Dear colleague,

A leakage target of 1 fA fixes a lowest admissible threshold for a DRAM access transistor. Here is the calculation for one model cell, with every input stated and the main neglected terms sized.

THE PROBLEM

An n-channel planar access transistor on (100) silicon must pass no more than I_off = 1 fA of channel current while the cell holds a "1". The worst case has the bit line at 0 V, so that it acts as source, and the storage node, the drain, at V_DS = 1.5 V. The word line sits at 0 V (V_GS = 0) and the p-type body at −0.5 V (V_SB = 0.5 V).

Compiled values for silicon at 300 K: band gap E_g = 1.12 eV (Wing 2021), static dielectric constant 11.7 (Ioffe Institute).

Assumed inputs, typical or illustrative: T = 358 K (85 °C); uniform doping N_A = 5×10¹⁷ cm⁻³; SiO₂ thickness t_ox = 5 nm with dielectric constant 3.9; W = 0.15 µm, L = 0.20 µm; channel mobility μ = 250 cm²/(V s); n_i(300 K) = 1.0×10¹⁰ cm⁻³; drain-induced barrier lowering (DIBL) σ = 30 mV per volt of V_DS; n⁺ polysilicon gate with its Fermi level at the conduction band edge; intrinsic level at midgap; no oxide charge and no interface traps. For part (d): valley masses m_l = 0.92 m₀ and m_t = 0.19 m₀, and a storage junction of area 0.15 µm × 0.20 µm.

(a) Find the body factor m, the swing S and the prefactor current I_T.
(b) Find the minimum threshold voltage.
(c) Find the threshold and off-current that this gate stack actually gives, and the word-line bias that meets the target.
(d) Size the main neglected terms.

For scale: 1 fA flowing for a typical refresh interval of 64 ms takes 2.56 mV from a typical 25 fF storage capacitor. The nominal cell is held so far inside the signal margin because the leakiest cells of a large array set the refresh time.

WHY THE FORMULA HOLDS

Conventions: φ_t = kT/q; ψ is the band bending measured from the neutral body, positive towards inversion, and ψ_s its surface value; φ_F = φ_t ln(N_A/n_i); charges are magnitudes per unit area; V is the electron quasi-Fermi potential relative to the body, equal to V_SB at the source and V_SB + V_DS at the drain.

Below threshold the electrons are too few to affect the electrostatics. The depletion charge is √(2qε_s N_A ψ_s), and the gate balance reads

V_GS + V_SB = V_FB + ψ_s + γ√ψ_s, with γ = √(2qε_s N_A)/C_ox.

So ψ_s is set by the gate alone and, in a long channel, is the same everywhere between source and drain. There is no lateral field, and the current is diffusion.

The electron density is n = N_A exp[(ψ − 2φ_F − V)/φ_t]. It falls off into the silicon over a depth φ_t/E_s, where E_s = √(2qN_A ψ_s/ε_s) is the surface field. Taking the field as constant over that thin layer,

Q_i = qN_A (φ_t/E_s) exp[(ψ_s − 2φ_F − V)/φ_t] = C_d(ψ_s) φ_t exp[(ψ_s − 2φ_F − V)/φ_t],

where C_d(ψ_s) = qN_A/E_s = √(qε_s N_A/(2ψ_s)) is the depletion capacitance. With the Einstein relation D = μφ_t and a Q_i that falls linearly from source to drain,

I_D = μ (W/L) C_d(ψ_s) φ_t² exp[(ψ_s − ψ₀)/φ_t] [1 − exp(−V_DS/φ_t)], with ψ₀ = 2φ_F + V_SB.

Define V_T as the V_GS at which ψ_s = ψ₀, that is V_T = V_FB + 2φ_F + γ√ψ₀. With Δ = ψ₀ − ψ_s the gate balance becomes

V_T − V_GS = Δ + γ(√ψ₀ − √(ψ₀ − Δ)) = mΔ + γΔ²/(8ψ₀^(3/2)) + …,

m = 1 + γ/(2√ψ₀) = 1 + C_d(ψ₀)/C_ox.

Keep only the linear term, freeze C_d at C_d(ψ₀) = (m − 1)C_ox, and take V_DS ≫ φ_t:

I_D = I_T exp[(V_GS − V_T)/(mφ_t)], I_T = μ C_ox (W/L)(m − 1) φ_t².

With S = mφ_t ln 10 and V_GS = 0,

I_off = I_T 10^(−V_T/S), hence V_T,min = S log₁₀(I_T/I_off).

This V_T is the threshold at the body and drain bias of the off state. I treat DIBL as a rigid shift, V_T = V_T(low drain bias) − σV_DS.

SOLUTION

I carry unrounded values from step to step, so a last digit may differ if you restart from a printed number.

(a) φ_t = k(358 K)/q = 30.85 mV.

Scaling n_i ∝ T^(3/2) exp(−E_g/2kT) from 300 K at fixed gap gives
n_i = 1.0×10¹⁰ cm⁻³ × 1.304 × exp(3.509) = 4.36×10¹¹ cm⁻³.

φ_F = 30.85 mV × ln(5×10¹⁷/4.36×10¹¹) = 0.430 V, 2φ_F = 0.861 V, ψ₀ = 1.361 V.

C_ox = 3.9 ε₀/(5×10⁻⁷ cm) = 6.906×10⁻⁷ F/cm², ε_s = 11.7 ε₀ = 1.036×10⁻¹² F/cm.

γ = 4.074×10⁻⁷ C cm⁻² V^(−1/2) / 6.906×10⁻⁷ F/cm² = 0.590 V^(1/2).

m = 1 + 0.590 V^(1/2)/(2√(1.361 V)) = 1.253, and C_d(ψ₀) = (m − 1)C_ox = 1.746×10⁻⁷ F/cm².

The depletion depth is ε_s/C_d = 59 nm. Adding (11.7/3.9) t_ox gives 74 nm as a rough two-dimensional scale length, and L is 2.7 times that: long enough to treat the drain as a modest correction.

S = 1.253 × 71.0 mV/decade = 89.0 mV/decade.

I_T = 250 cm²/(V s) × 0.75 × 1.746×10⁻⁷ F/cm² × 9.517×10⁻⁴ V² = 31.16 nA.
The units combine to F V/s = A. The drain factor is unity, since V_DS/φ_t = 48.6.

(b) log₁₀(31.16 nA/1 fA) = 7.49 decades, so

V_T,min = 89.0 mV/decade × 7.49 decades = 0.667 V.

In terms of band bending, the surface must sit Δ = φ_t ln(I_T/I_off) = 0.532 V below ψ₀, and the gate pays m times that. At low drain bias the requirement reads 0.667 V + 30 mV/V × 1.5 V = 0.712 V. The prefactor matters little: a factor of two in μ or W/L moves the answer by S log₁₀ 2 = 27 mV. The swing matters in full proportion.

(c) V_FB = −(E_g/2q + φ_F) = −0.990 V and γ√ψ₀ = 0.688 V, so the stack gives

V_T(low drain bias) = −0.990 V + 0.861 V + 0.688 V = 0.559 V,

and 0.514 V after the 45 mV of DIBL. Then V_T/S = 5.77 decades and

I_off = 31.16 nA × 10^(−5.77) = 53 fA.

By the formula the stack fails with a grounded word line. Since only V_GS − V_T enters, a word-line low level of 0.514 V − 0.667 V = −0.153 V restores 1 fA. More doping would also raise V_T, but it raises m and the field in the storage junction as well.

(d) The formula extrapolates a tangent over seven and a half decades, so its approximations need sizing at the off point and not at threshold.

Linearisation. Keep the full gate balance and the ψ_s dependence of C_d. The target then requires

Δ/φ_t = ln(I_T/I_off) + ½ ln(ψ₀/(ψ₀ − Δ)),

whose root is Δ = 0.540 V, ψ_s = 0.821 V. The gate swing needed is

Δ + γ(√ψ₀ − √ψ_s) = 0.540 V + 0.154 V = 0.694 V,

27 mV above the formula. Of this, 17 mV is curvature of the gate balance (the local body factor 1 + γ/(2√ψ_s) has grown to 1.33) and 10 mV comes from the larger C_d in the prefactor. To go the other way, put U = ψ₀ + γ√ψ₀ − (V_T − V_GS); then √ψ_s = −γ/2 + √(γ²/4 + U). A device with V_T = 0.667 V passes 1.9 fA, the stack of part (c) passes 79 fA, and the word-line level becomes −0.180 V. The linearised formula is thus optimistic within classical electrostatics.

Quantisation. At the off point E_s = 3.56×10⁵ V/cm, and the electrons sit in a narrow well. Model it as triangular with a hard wall at the oxide. The levels are E_j = a_j E_u, with E_u = (ħ²q²E_s²/2m_z)^(1/3), m_z the mass normal to the surface, and a_j = 2.338, 4.088, 5.521, … the zeros of Ai(−x). With b = E_u/kT, the classical phase-space integral for the motion normal to the surface is 1/(2√π b^(3/2)), and the quantum sum is Σ exp(−b a_j). Each valley's electron charge is therefore reduced by

r = 2√π b^(3/2) Σ_j exp(−b a_j).

Two valleys have m_z = m_l: E_u = 37.5 meV, b = 1.21, r = 0.318. Four have m_z = m_t: E_u = 63.4 meV, b = 2.05, r = 0.088. Classically the six valleys hold equal charge, so the total falls by R = (2 × 0.318 + 4 × 0.088)/6 = 0.165. With one mobility for all valleys the current falls by the same factor. To first order this is worth φ_t ln(1/R) = 56 mV of band bending, or 1.33 × 56 mV = 74 mV at the gate. It is the largest correction and it has the opposite sign: the required classical threshold drops from 0.694 V to about 0.62 V, and the word-line level for this stack becomes about −0.1 V. The hard wall ignores penetration into the oxide, which lowers the levels, so this estimate leans high.

Smaller terms. The constant-field step in Q_i drops a relative correction φ_t/(2ψ_s) = 1.9 %. The majority-carrier tail at the depletion edge replaces ψ_s by ψ_s − φ_t under the root of the gate balance and lowers the required word-line level by 10 mV. The inversion charge neglected at ψ₀ costs C_d φ_t/C_ox = (m − 1)φ_t = 7.8 mV at threshold and nothing in the off state. The gap shrinks by typically 16 meV between 300 K and 358 K; this lowers ψ₀ by 16 mV and raises V_T,min by 1 mV.

Interface traps. A uniform density D_it per unit area and energy adds C_it = q²D_it to C_d in m, but not in I_T, because trapped charge carries no current. An illustrative 10¹¹ cm⁻² eV⁻¹ gives C_it = 1.6×10⁻⁸ F/cm², raises m by 0.023 and V_T,min by 0.023 × 0.532 V = 12 mV. So if you take m from the swing of a real device, the product (m − 1)C_ox overstates I_T, though only the logarithm of that overstatement enters.

Other leakage paths. At ψ_s = 0.821 V the surface electron density at the source end is N_A exp(−Δ/φ_t) = 1.2×10¹⁰ cm⁻³, below n_i. The diffusion formula still holds there, since it needs only Boltzmann statistics and ψ_s ≫ φ_t, but thermal generation is no longer out of the picture. Take the storage junction as one-sided and abrupt, with built-in potential E_g/2q + φ_F = 0.990 V and reverse bias 2.0 V. Its depletion width is √(2ε_s × 2.990 V/(qN_A)) = 88 nm and its depleted volume 2.64×10⁻¹⁵ cm³. With generation rate n_i/τ_g, the current is q n_i × volume/τ_g = 1.84×10⁻²² C/τ_g, which reaches 1 fA for τ_g = 0.18 µs. A junction of that quality would spend the whole budget, and no threshold voltage cures it. Gate-induced drain leakage is likewise outside the formula, and it grows as the word line goes negative. Narrow-width effects are also left out.

WHAT TO COMPARE WITH YOUR CURVES

The V_T used here is defined by ψ_s = 2φ_F + V_SB in classical electrostatics, which no instrument reads out. The practical counterpart is to draw the straight subthreshold line on a plot of log I_D against V_GS, at 85 °C and at the off-state drain and body bias, and call V_T the gate voltage where the line passes I_T. The formula then states only that this point must lie S × log₁₀(I_T/I_off) above the word-line low level. R changes slowly with ψ_s compared with the exponential, so most of the quantum shift moves the whole line rigidly and is absorbed in a threshold so defined. The growth of the swing towards low current is not absorbed, so take S as the average over all the decades you can reach, not as the steepest local value. A threshold extrapolated from the linear above-threshold characteristic is a different quantity and lies higher.

The model's answer is therefore 0.667 V from the formula, or 0.712 V quoted at low drain bias, with corrections of +27 mV from the linearisation and about −74 mV from quantisation when V_T is computed classically from doping and oxide thickness. These numbers belong to the assumed inputs and to one nominal transistor. Planar access transistors run with a grounded word line typically had thresholds near 0.8 to 1.0 V, so the model's 0.712 V lies roughly 0.1 to 0.3 V low. That is the expected direction, since such figures are usually extrapolated thresholds at room temperature and carry margin for the low-threshold tail of the array.